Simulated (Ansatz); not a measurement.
# Loss of H2: C2H7FSn → C2H5FSn + H2

Species: C2H7FSn `C[CH2][SnH2][F]`, singlet; C2H5FSn `C[CH2][Sn][F]`, singlet; H2, singlet. 

Shapes, held fixed at every level: PBE0-D4/def2-TZVP. Flexible molecules stand in one conformer, not always the lowest. Programs: Ansatz 0.2.0. The zero-point and thermal change to 298 K, harmonic and unscaled (PBE0-D4/def2-TZVP), is -6.3 kJ/mol.

**Question.** Estimate ΔH(298 K) of this reaction.

**Answer.** The highest level, CCSD(T)/def2-TZVPP, gives ΔH(298 K) = +39.1 kJ/mol; the levels span +13.3 to +51.9. The column of differences is taken from that level and isn't an error. No measured value is set beside it here. For atoms past krypton def2 sets carry core potentials with scalar relativity. Outer-core shells of Sn are correlated in most correlated rows, in sets that cover them unevenly. Times are processor times on shared x86 and Arm servers, and rough.

```
                level                    kind  ΔH(298 K) (kJ/mol)  less CCSD(T)/def2-TZVPP  CPU time (sum over the molecules)
     SPW92/def2-TZVPP                     LDA               +51.9                    +12.8                              9.1 s
  B3LYP-D4/def2-TZVPP           global hybrid               +13.3                    -25.8                               31 s
  BHLYP-D4/def2-TZVPP           global hybrid               +34.0                     -5.1                               21 s
r2SCAN0-D4/def2-TZVPP           global hybrid               +43.3                     +4.2                               35 s
   wB97X-V/def2-TZVPP  range-separated hybrid               +44.7                     +5.6                               56 s
     CCSD(T)/def2-SVP   coupled cluster or CI               +40.7                     +1.6                               48 s
   CCSD(T)/def2-TZVPP   coupled cluster or CI               +39.1                      0.0                             21 min
```

Loss of H2 from the fluorostannane is endothermic at every level, but only modestly for a step that breaks two Sn–H bonds. Those bonds are fairly weak, and the strong H–H bond repays much of their cost. The rest of the explanation lies in the product: tin(II) keeps its non-bonding pair in an orbital of largely 5s character, which is held tightly and gains little from hybridisation. Fluorine probably helps too, by drawing σ density from tin and donating some π density into the formally empty 5p orbital of the stannylene.

The sign is therefore secure across these methods, while the size is less so. B3LYP-D4 stands apart at +13.3 kJ/mol, perhaps because its functional misjudges the change from four-coordinate tin(IV) to two-coordinate tin(II). The two coupled-cluster rows lie close together, though this may partly reflect cancelling basis-set errors. The enthalpy describes an isolated stannylene; association through fluorine bridges would make hydrogen loss more favourable in a condensed phase.
